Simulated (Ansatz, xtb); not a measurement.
## C3H10GeOSi: which of two isomers lies lower

Structure a: `C[SiH2][C@@H]([GeH3])C=O`, a singlet. Structure b: `C[Si](C)([GeH3])C=O`, a singlet. Both are isolated molecules in the gas phase, relaxed with r2SCAN-D4/def2-SVP, each in the lowest conformer that the search found.

Quicker runs give these differences E(b) − E(a): GFN2-xTB +61.4 kJ/mol; HF/STO-3G −72.1 kJ/mol (at GFN2-xTB geometries); r2SCAN-D4/def2-SVP//GFN2-xTB −11.1 kJ/mol.

Question: Estimate E(b) − E(a) at the level CCSD(T)/def2-SVP + ΔMP2/def2-TZVPP.

Answer: CCSD(T)/def2-SVP + ΔMP2/def2-TZVPP gives E(b) − E(a) = −9.1 kJ/mol, favouring structure b, but this leans on the basis-set step: CCSD(T) alone gives +1.1 kJ/mol.

Level by level:

```tsv
level	geometry	E(b) − E(a) (kJ/mol)	departure from the last row (kJ/mol)	job, with rough time for the two
GFN2-xTB	GFN2-xTB	+61.4	+70.5	optimisation, 0.25 s
HF/STO-3G	GFN2-xTB	−72.1	−63.0	single point, 1 s
r2SCAN-D4/def2-SVP//GFN2-xTB	GFN2-xTB	−11.1	−2.0	single point, 8.4 s
r2SCAN-D4/def2-SVP	r2SCAN-D4/def2-SVP	−10.4	−1.3	optimisation, 2.6 min
HF/def2-SVP	r2SCAN-D4/def2-SVP	+1.9	+11.0	part of the CCSD(T) run
MP2/def2-SVP	r2SCAN-D4/def2-SVP	+6.6	+15.7	part of the CCSD(T) run
CCSD(T)/def2-SVP	r2SCAN-D4/def2-SVP	+1.1	+10.2	single point
CCSD(T)/def2-SVP + ΔMP2/def2-TZVPP	r2SCAN-D4/def2-SVP	−9.1		single point, 3.6 min
```

As drawn, b has 1 C–Si, 1 Ge–Si, 2 C–H in place of 1 C–Ge, 1 C–C, 2 Si–H.

GFN2-xTB, MP2/def2-SVP put the two in the other order. HF/def2-SVP, CCSD(T)/def2-SVP find them nearly level. The largest departure from CCSD(T)/def2-SVP + ΔMP2/def2-TZVPP is that of GFN2-xTB, 70.5 kJ/mol. The last row adds to CCSD(T) the change of the MP2 difference between the two basis sets, here −10.2 kJ/mol.

With thermal terms from frequencies at re-optimised GFN2-xTB minima (ideal gas, soft modes damped towards free rotors, one conformer each, 298.15 K, 1 atm): on the last row, ΔE + ΔZPE = −2.6, ΔH = +1.5, ΔG = −10.0 kJ/mol.

The correlated steps freeze 18 core orbitals; the filled d shell of Ge is correlated, in a basis made for valence electrons. Mirror images aren't counted in ΔG. Programs: Ansatz 0.2.0, xtb 6.7.1; the last row on 2 threads of Arm Neoverse V2 on a shared host.

The two isomers are close in energy, with a modest electronic preference for the acylsilane b. The bond exchange suggests why: b trades two Si–H bonds for stronger C–H bonds and gains a C–Si bond, but it gives up C–C and C–Ge bonds and takes on a comparatively weak Ge–Si bond. Conjugation probably matters too, since the carbonyl in a can accept density from the neighbouring C–Si and C–Ge σ bonds, while in b it is attached directly to silicon.

Vibrations work against b at first. Stiffer C–H modes replace softer Si–H ones, so zero-point energy narrows the gap to −2.6 kJ/mol, and ΔH, at +1.5 kJ/mol, leaves no clear enthalpic preference. The return to −10.0 kJ/mol in ΔG is therefore entropic, probably from softer skeletal and rotor motions in b. The free-energy preference thus rests largely on low-frequency modes, and a Boltzmann sum over the conformers of each isomer could still shift it.
